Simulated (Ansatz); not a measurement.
Re: energy change per atom and pressure as volume scale varies

Plane-wave DFT, scalar-relativistic PAW made under PBE with cores redone for the functional, no dispersion; the given relaxed cell is scaled uniformly, energy at zero smearing counts from the unscaled cell, pressure at the given Fermi-Dirac smearing is positive in compression. The results are calculated, by Ansatz 0.2.0.

The cell before it is scaled or strained (space group Pm-3m, No. 221):
```
Re
1.0
      2.5647     0.0000     0.0000
      0.0000     2.5647     0.0000
      0.0000     0.0000     2.5647
Re
1
Direct
  0.00000 0.00000 0.00000
```

Settings of every row: spin polarised no; functional r2SCAN; wave cutoff 500 eV; smearing width 0.1 eV; k mesh 14x14x14.

Atom starting moment: 0 on all atoms.

Limits: all rows lie far from zero pressure; no spin-orbit coupling, which can matter with elements this heavy; the cell comes from a prototype or a list of computed structures and needn't be the stable phase.

| row | volume scale | V (Å³/atom) | energy change per atom (meV) | pressure (GPa) |
| --- | --- | --- | --- | --- |
| 1 | 0.88 | 14.845 | ? | ? |
| 2 | 0.92 | 15.52 | 99.38 | 26.6 |
| 3 | 0.96 | 16.195 | 21.2 | 11.53 |
| 4 | 1.04 | 17.545 | 24.94 | -10.49 |
| 5 | 1.08 | 18.219 | 87.25 | -18.42 |
| 6 | 1.12 | 18.894 | 179.74 | -24.79 |

Question: what energy change per atom and pressure should row 1 give?

Worked fit of energy change per atom. Take u = (V_r/V)^(2/3) − 1 with V_r = 17.545 Å³ an atom, which is twice the finite (Eulerian) strain; such expansions in the strain, on which the Birch-Murnaghan equation of state is built, carry the rest volume and the bulk modulus. The shown rows have u = 0.08519, 0.05483, 0, -0.02482, -0.04818. Least squares give energy change per atom = 24.826 − 1741.537 × u + 30686.97 × u² meV; a straight line predicts inner rows, each left out in turn, worse (root mean square 60 against 0.51 meV). The rows lie off it by 0.21, -0.39, 0.11, 0.29, -0.23 (root mean square 0.26 meV). Its lowest point lies at u = 0.0284, or V = 16.82 Å³ an atom, and the curvature there gives the bulk modulus at fixed shape and fractions, B = (4/9)(1 + u)² E″(u)/V = 275 GPa. The withheld row has u = 0.11785, so the fit gives 24.826 − 1741.537 × (0.11785) + 30686.97 × (0.11785)² = 245.79 meV.

The calculation gave 248.26 meV. The fit lies 2.47 meV (1.1 % of the column's range) below it; its largest miss of a shown row is 0.39 meV. This row lies beyond the range of the fit.

Worked fit of pressure. Take u = (V_r/V)^(2/3) − 1 with V_r = 17.545 Å³ an atom, which is twice the finite (Eulerian) strain; such expansions in the strain, on which the Birch-Murnaghan equation of state is built, carry the rest volume and the bulk modulus. The shown rows have u = 0.08519, 0.05483, 0, -0.02482, -0.04818. Least squares give pressure = −10.519 + 345.965 × u + 1048.45 × u² GPa; a straight line predicts inner rows, each left out in turn, worse (root mean square 2.1 against 0.091 GPa). The rows lie off it by 0.04, -0.07, 0.03, 0.04, -0.04 (root mean square 0.046 GPa). The pressure vanishes at u = 0.0280, or V = 16.83 Å³ an atom, and there the bulk modulus at fixed shape and fractions is B = −V dP/dV = (2/3)(1 + u) dP/du = 277 GPa. The withheld row has u = 0.11785, so the fit gives −10.519 + 345.965 × (0.11785) + 1048.45 × (0.11785)² = 44.81 GPa.

The calculation gave 45.33 GPa. The fit lies 0.52 GPa (1.1 % of the value, 0.74 % of the column's range) below it; its largest miss of a shown row is 0.07 GPa. This row lies beyond the range of the fit.
